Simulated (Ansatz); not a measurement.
## SrCl₂: pressure and energy above lowest point against volume scale

Free energy against uniform scaling of the volume at fixed shape and fractions; periodic cell, basis, potentials, k mesh and filling as listed. The results are calculated, by Ansatz 0.2.0.

The cell before it is scaled or strained (space group Fm-3m, No. 225):
```
SrCl2
1.0
      0.0000     3.4884     3.4884
      3.4884     0.0000     3.4884
      3.4884     3.4884     0.0000
Sr Cl
1 2
Direct
  0.00000 0.00000 0.00000
  0.25000 0.25000 0.25000
  0.75000 0.75000 0.75000
```

Settings of every row: functional PBE; dispersion none; potentials PAW; wave cutoff 500 eV; density cutoff 2000 eV; k mesh 6x6x6; k shift 0x0x0; occupations fermi dirac; smearing width 0.02 eV; spin none; SCF threshold exponent -10.

```
row  volume scale  V (Å³/atom)  pressure (GPa)  energy above lowest point (meV/atom)
  1          0.94       26.602            3.68                                  26.2
  2          0.96       27.168            2.68                                    15
  3          0.98       27.734               ?                                     ?
  4             1         28.3            0.99                                   2.2
  5          1.02       28.866            0.27                                     0
  6          1.04       29.432           -0.38                                   0.2
  7          1.06       29.998           -0.96                                   2.6
```

Question: what pressure and energy above lowest point should row 3 give?

Worked fit of pressure. Take u = (V_r/V)^(2/3) − 1 with V_r = 28.583 Å³ an atom, which is twice the finite (Eulerian) strain; such expansions in the strain, on which the Birch-Murnaghan equation of state is built, carry the rest volume and the bulk modulus. The shown rows have u = 0.04905, 0.03443, 0.00666, -0.00655, -0.01932, -0.0317. Least squares give pressure = 0.618 + 54.68 × u + 156.3 × u² GPa; a straight line predicts inner rows, each left out in turn, worse (root mean square 0.098 against 0.0055 GPa). The rows lie off it by 0.00, -0.01, 0.00, 0.00, 0.00, 0.00. The pressure vanishes at u = -0.0117, or V = 29.09 Å³ an atom, and there the bulk modulus at fixed shape and fractions is B = −V dP/dV = (2/3)(1 + u) dP/du = 33.6 GPa. The withheld row has u = 0.02031, so the fit gives 0.618 + 54.68 × (0.02031) + 156.3 × (0.02031)² = 1.79 GPa.

The calculation gave 1.79 GPa. The fit meets it to the printed digit.

Worked fit of energy above lowest point. Take u = (V_r/V)^(2/3) − 1 with V_r = 28.583 Å³ an atom, which is twice the finite (Eulerian) strain; such expansions in the strain, on which the Birch-Murnaghan equation of state is built, carry the rest volume and the bulk modulus. The shown rows have u = 0.04905, 0.03443, 0.00666, -0.00655, -0.01932, -0.0317. Least squares give energy above lowest point = 0.78 + 166.8 × u + 7109 × u² + 1154 × u³ meV/atom; a parabola predicts inner rows, each left out in turn, worse (root mean square 0.026 against 0.012 meV/atom). All shown rows lie on it to the printed digit. Its lowest point lies at u = -0.0118, or V = 29.09 Å³ an atom, and the curvature there gives the bulk modulus at fixed shape and fractions, B = (4/9)(1 + u)² E″(u)/V = 33.8 GPa. The withheld row has u = 0.02031, so the fit gives 0.78 + 166.8 × (0.02031) + 7109 × (0.02031)² + 1154 × (0.02031)³ = 7.1 meV/atom.

The calculation gave 7.1 meV/atom. The fit meets it to the printed digit.
